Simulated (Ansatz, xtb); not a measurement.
**Strength of the B–N bond: CH8BN → CH5N + BH3**

Species: CH8BN `[BH3-][NH2+]C`, singlet; CH5N (methylamine) `CN`, singlet; BH3 (borane) `B`, singlet. 

Shapes, held fixed at every level: PBE0-D4/def2-TZVP. Programs: Ansatz 0.2.0, xtb 6.7.1. The zero-point and thermal change to 298 K, harmonic and unscaled (PBE0-D4/def2-TZVP), is -16.0 kJ/mol.

Estimate ΔH(298 K) of this reaction.

The highest level, CCSD(T)/CBS estimate, gives ΔH(298 K) = +138.3 kJ/mol; the levels span +86.5 to +158.2. A fragment pairs its electrons up again, so this isn't a typical strength of such a bond. The column of differences is taken from that level and isn't an error. No measured value is set beside it here. The CBS estimate extrapolates MP2 from def2-TZVPP and def2-QZVPP and adds CCSD(T) − MP2 in the triple-zeta set, cores frozen.

| level | kind | ΔH(298 K) (kJ/mol) | less CCSD(T)/CBS estimate |
| --- | --- | --- | --- |
| GFN0-xTB | semi-empirical | +112.1 | -26.2 |
| HF/def2-SVP | Hartree–Fock | +100.4 | -37.9 |
| HF/def2-TZVPP | Hartree–Fock | +86.5 | -51.8 |
| PBE-D4/def2-TZVPP | GGA | +156.8 | +18.5 |
| PBE0-D4/def2-TZVPP | global hybrid | +154.4 | +16.1 |
| MP2/def2-SVP | perturbation theory | +158.2 | +19.9 |
| CCSD/def2-SVP | coupled cluster or CI | +147.8 | +9.5 |
| CCSD(T)/def2-TZVPP | coupled cluster or CI | +140.4 | +2.1 |
| CCSD(T)/CBS estimate | coupled cluster or CI | +138.3 | 0.0 |

Breaking the B–N bond of methylamine–borane is strongly endothermic, at +138.3 kJ/mol, even though both products are closed-shell molecules. The bond is dative: nitrogen donates its lone pair into the empty p orbital of boron, and on cleavage takes the pair back. The enthalpy also contains the relaxation of the fragments, chiefly borane returning from pyramidal to planar, so it understates the interaction between the fragments as they are shaped in the adduct.

Electron correlation supplies a large part of the binding. In the same triple-zeta basis, Hartree–Fock gives only +86.5 against +140.4 kJ/mol with CCSD(T), because bringing the donor pair close to the B–H bonds adds correlation energy that the separated molecules lack. The higher Hartree–Fock value in the smaller basis probably reflects basis-set superposition, which may also inflate the small-basis MP2 and CCSD results. PBE and PBE0 both overbind and nearly agree, suggesting that exact exchange matters little here. Whether dissociation outcompetes hydrogen loss on heating remains open.
